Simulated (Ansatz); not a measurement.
# Abstraction of Cl: SnH2Cl2 + GeH(GeH3)Cl → SnH2Cl + GeH(GeH3)Cl2

Species: SnH2Cl2 `[Cl][SnH2][Cl]`, singlet; GeH(GeH3)Cl, doublet; SnH2Cl `[Cl][SnH2]`, doublet; GeH(GeH3)Cl2, singlet. A radical takes Cl: the energy is the difference in strength between the Sn–Cl bond broken and the Ge–Cl bond made.

Shapes, held fixed at every level: PBE0-D4/def2-TZVP. Programs: Ansatz 0.2.0. The zero-point and thermal change to 298 K, harmonic and unscaled (PBE0-D4/def2-TZVP), is -0.6 kJ/mol.

```json
{"level": "MP2/def2-TZVPP", "kind": "perturbation theory", "ΔH(298 K) (kJ/mol)": "-21.4", "less CCSD(T)/def2-TZVPP": "-1.8", "CPU time (sum over the molecules)": "–"}
{"level": "HF/def2-SVP", "kind": "Hartree–Fock", "ΔH(298 K) (kJ/mol)": "-14.0", "less CCSD(T)/def2-TZVPP": "+5.6", "CPU time (sum over the molecules)": "–"}
{"level": "B3LYP-D4/def2-TZVPP", "kind": "global hybrid", "ΔH(298 K) (kJ/mol)": "-17.0", "less CCSD(T)/def2-TZVPP": "+2.6", "CPU time (sum over the molecules)": "57 s"}
{"level": "BHLYP-D4/def2-TZVPP", "kind": "global hybrid", "ΔH(298 K) (kJ/mol)": "-16.1", "less CCSD(T)/def2-TZVPP": "+3.5", "CPU time (sum over the molecules)": "49 s"}
{"level": "r2SCAN0-D4/def2-TZVPP", "kind": "global hybrid", "ΔH(298 K) (kJ/mol)": "-17.0", "less CCSD(T)/def2-TZVPP": "+2.6", "CPU time (sum over the molecules)": "77 s"}
{"level": "wB97X-V/def2-TZVPP", "kind": "range-separated hybrid", "ΔH(298 K) (kJ/mol)": "-15.3", "less CCSD(T)/def2-TZVPP": "+4.3", "CPU time (sum over the molecules)": "1.8 min"}
{"level": "B2PLYP/def2-TZVPP", "kind": "double hybrid", "ΔH(298 K) (kJ/mol)": "-16.7", "less CCSD(T)/def2-TZVPP": "+2.9", "CPU time (sum over the molecules)": "67 s"}
{"level": "CCSD(T)/def2-TZVPP", "kind": "coupled cluster or CI", "ΔH(298 K) (kJ/mol)": "-19.6", "less CCSD(T)/def2-TZVPP": "0.0", "CPU time (sum over the molecules)": "32 min"}
```

The highest level, CCSD(T)/def2-TZVPP, gives ΔH(298 K) = -19.6 kJ/mol; the levels span -21.4 to -14.0. The column of differences is taken from that level and isn't an error. No measured value is set beside it here. Open shells run unrestricted. For atoms past krypton def2 sets carry core potentials with scalar relativity. Relativity is left out for Ge. Outer-core shells of Ge, Sn are correlated in most correlated rows, in sets that cover them unevenly. Times are processor times on shared x86 and Arm servers, and rough.

Chlorine transfer from tin to germanium is exothermic at every level, with -19.6 kJ/mol from coupled cluster, so the Ge–Cl bond formed is stronger than the Sn–Cl bond broken. The zero-point and thermal change is only -0.6 kJ/mol, which makes the preference essentially electronic.

Down group 14, the valence s and p orbitals become larger and more diffuse and overlap less well with chlorine 3p. The greater polarity of Sn–Cl offsets this only in part. The stronger reluctance of tin to use its 5s electrons in bonding probably also helps, since losing chlorine leaves a pyramidal radical whose odd electron sits in an orbital with s character.

One bond of the same kind is broken and made, and one unpaired electron is kept, so much of the correlation error should cancel. This suggests why even Hartree–Fock in a smaller basis finds the right direction. Because germanium carries a germyl group where tin carries hydrogen, the energy isn't a pure measure of exchanging one element for the other.
